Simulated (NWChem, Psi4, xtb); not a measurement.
A ladder of methods for CH5FGeO (SMILES [CH3][GeH]([OH])[F])

The species is CH5FGeO (9 atoms), meant as a singlet with charge 0. As SMILES, `[CH3][GeH]([OH])[F]`. The coordinates come from a PBE0-D4/def2-TZVP relaxation. This is one conformer, not always the lowest.

Quantity: the HOMO–LUMO gap, in eV. The values are calculated.

```json
{"level": "GFN2-xTB", "kind": "semi-empirical", "program": "xtb", "value (eV)": "8.58", "CPU time": "under 2 s"}
{"level": "GFN0-xTB", "kind": "semi-empirical", "program": "xtb", "value (eV)": "6.45", "CPU time": "under 2 s"}
{"level": "GFN1-xTB", "kind": "semi-empirical", "program": "xtb", "value (eV)": "7.06", "CPU time": "under 2 s"}
{"level": "HF/def2-SVP", "kind": "Hartree–Fock", "program": "NWChem", "value (eV)": "16.92", "CPU time": "32 s"}
{"level": "PBE0/def2-SVP", "kind": "global hybrid", "program": "NWChem", "value (eV)": "9.91", "CPU time": "33 s"}
{"level": "CAM-B3LYP/def2-SVP (density fitting)", "kind": "range-separated hybrid", "program": "Psi4", "value (eV)": "12.27", "CPU time": "21 s"}
{"level": "wB97X-D/def2-SVP (density fitting)", "kind": "range-separated hybrid", "program": "Psi4", "value (eV)": "13.74", "CPU time": "7.8 s"}
```

All-electron rows without a relativistic Hamiltonian named are non-relativistic. The values span 6.45 to 16.92 eV. Orbital gaps aren't excitation energies. CPU times are rough (shared hosts, several kinds of processor): they show what a rung costs within a factor of a few.

The gap widens steadily from PBE0 (9.91 eV) through CAM-B3LYP and wB97X-D to Hartree–Fock (16.92 eV), while all three tight-binding values lie below this series. The order follows the treatment of exchange, above all at long range. Exact exchange lowers the occupied levels, but gives no matching attraction to the empty ones, which in Hartree–Fock feel the field of all the electrons and so resemble levels for an added electron. PBE0 keeps only a fraction of it at large separation, CAM-B3LYP a larger share and wB97X-D all of it.

A wide gap suits a saturated, closed-shell germanium(IV) molecule: the HOMO is probably largely an oxygen lone pair mixed with σ bonds, and the LUMO a σ* combination at germanium. The spread therefore reflects what the orbital energies mean in each method, not an uncertainty in one observable. In a compact basis without diffuse functions, the empty level of such a molecule is probably placed too high, so the larger gaps shouldn't be read as converged electron-attachment energetics.
